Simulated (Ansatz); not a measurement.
# Compressing B₆As: a fit and a missing row

B₆As, R-3m, a = 6.123 Å, c = 11.844 Å. The structure is a Materials Project entry; whether it is the stable form wasn't checked. Ansatz: PBEsol, PAW, 420 eV, Γ-centred 6×6×6 mesh on 14 atoms, Gaussian smearing 0.02 eV; no spin polarisation. Shape and atoms are relaxed at each volume; pressure is positive in compression.

```
V (Å³/atom) P (GPa)
      8.057        ?
      8.331    20.99
      8.606    12.99
      8.881     6.04
      9.155    -0.01
      9.430    -5.27
      9.705    -9.83
     10.071   -14.97
```

Question: Take V0 = 9.155 Å³/atom, count pressures from its P0 = -0.01 GPa, fit the third-order Birch–Murnaghan form to the other rows, and predict the missing pressure.

Answer: With the Eulerian strain f = ½[(V0/V)^(2/3) − 1] and y = (P − P0)/[3f(1 + 2f)^(5/2)], the form is the line y = B0 + 1.5 B0 (B0′ − 4) f. Rows (f, y): 0.03245, 184.3; 0.02104, 185.8; 0.01023, 187.4; -0.00977, 188.5; -0.01907, 189.2; -0.03080, 189.8. Means f = 0.0006800, y = 187.50; Σ(Δf)² = 0.003005, ΣΔfΔy = -0.2537; the slope is their ratio. y = 187.6 − 84.40 f GPa, so B0 = 187.6 GPa and B0′ = 4 + 2 × (-84.40)/(3 × 187.6) = 3.70. At V = 8.057, f = 0.04445, y = 183.85 and P = 30.32 GPa. The run gave 30.18 GPa, so the fit is 0.14 GPa too high, a small miss on the scale of the series.

The fit describes a stiff solid that keeps stiffening under compression, though somewhat less than a second-order Birch–Murnaghan form would give, since B0′ is below 4. The stiffness fits the bonding: boron icosahedra, held together by multicentre bonds, are joined by direct B–B bonds and by As–As pairs into a continuous covalent network, so there are no soft van der Waals gaps to close. The bonds involving the large arsenic atoms probably yield more readily than the cages, but volumes and pressures alone can't show how the strain is shared.

The miss also has a direction. The y values lie below the fitted line at both ends of the range and above it at f = 0.01023, which suggests a slight downward curvature that a straight line can't follow. Extrapolated to stronger compression, such a line overshoots, as it does here. A fourth-order term would be the natural remedy, though B0 and B0′ would then shift a little. Resistance to uniform compression doesn't establish hardness, which depends also on shear and plastic deformation.
